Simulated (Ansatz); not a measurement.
# SnTe: the change of energy above lowest point with volume scale

Results calculated with Ansatz 0.2.0, not measured. Free energy against uniform scaling of the volume at fixed shape and fractions; periodic cell, basis, potentials, k mesh and filling as listed.

The cell before it is scaled or strained (space group F-43m, No. 216):
```
SnTe
1.0
      0.0000     3.6231     3.6231
      3.6231     0.0000     3.6231
      3.6231     3.6231     0.0000
Sn Te
1 1
Direct
  0.00000 0.00000 0.00000
  0.75000 0.75000 0.75000
```

Settings of every row: functional r2SCAN; dispersion none; potentials PAW; wave cutoff 550 eV; density cutoff 2200 eV; k mesh 6x6x6; k shift 0x0x0; occupations fixed; smearing width 0 eV; spin none.

Limits: coarse k mesh, up to 40 meV an atom off; no spin-orbit coupling, which can matter with elements this heavy; the cell comes from a prototype or a list of computed structures and needn't be the stable phase.

```csv
row,volume scale,V (Å³/atom),energy above lowest point (meV/atom)
1,0.9406,44.735,3.3
2,0.9703,46.147,0
3,1,47.56,?
4,1.0297,48.972,14
5,1.0594,50.385,29.3
```

Question: what energy above lowest point should row 3 give?

Worked fit of energy above lowest point. Take u = (V_r/V)^(2/3) − 1 with V_r = 47.559 Å³ an atom, which is twice the finite (Eulerian) strain; such expansions in the strain, on which the Birch-Murnaghan equation of state is built, carry the rest volume and the bulk modulus. The shown rows have u = 0.04165, 0.0203, -0.01933, -0.03775. Least squares give energy above lowest point = 3.92 − 360.1 × u + 8281 × u² meV/atom; a straight line predicts inner rows, each left out in turn, worse (root mean square 7.5 against 0.062 meV/atom). All shown rows lie on it to the printed digit. Its lowest point lies at u = 0.0217, or V = 46.05 Å³ an atom, and the curvature there gives the bulk modulus at fixed shape and fractions, B = (4/9)(1 + u)² E″(u)/V = 26.7 GPa. The withheld row has u = -1e-05, so the fit gives 3.92 − 360.1 × (-1e-05) + 8281 × (-1e-05)² = 3.9 meV/atom.

The calculation gave 3.9 meV/atom. The fit meets it to the printed digit.
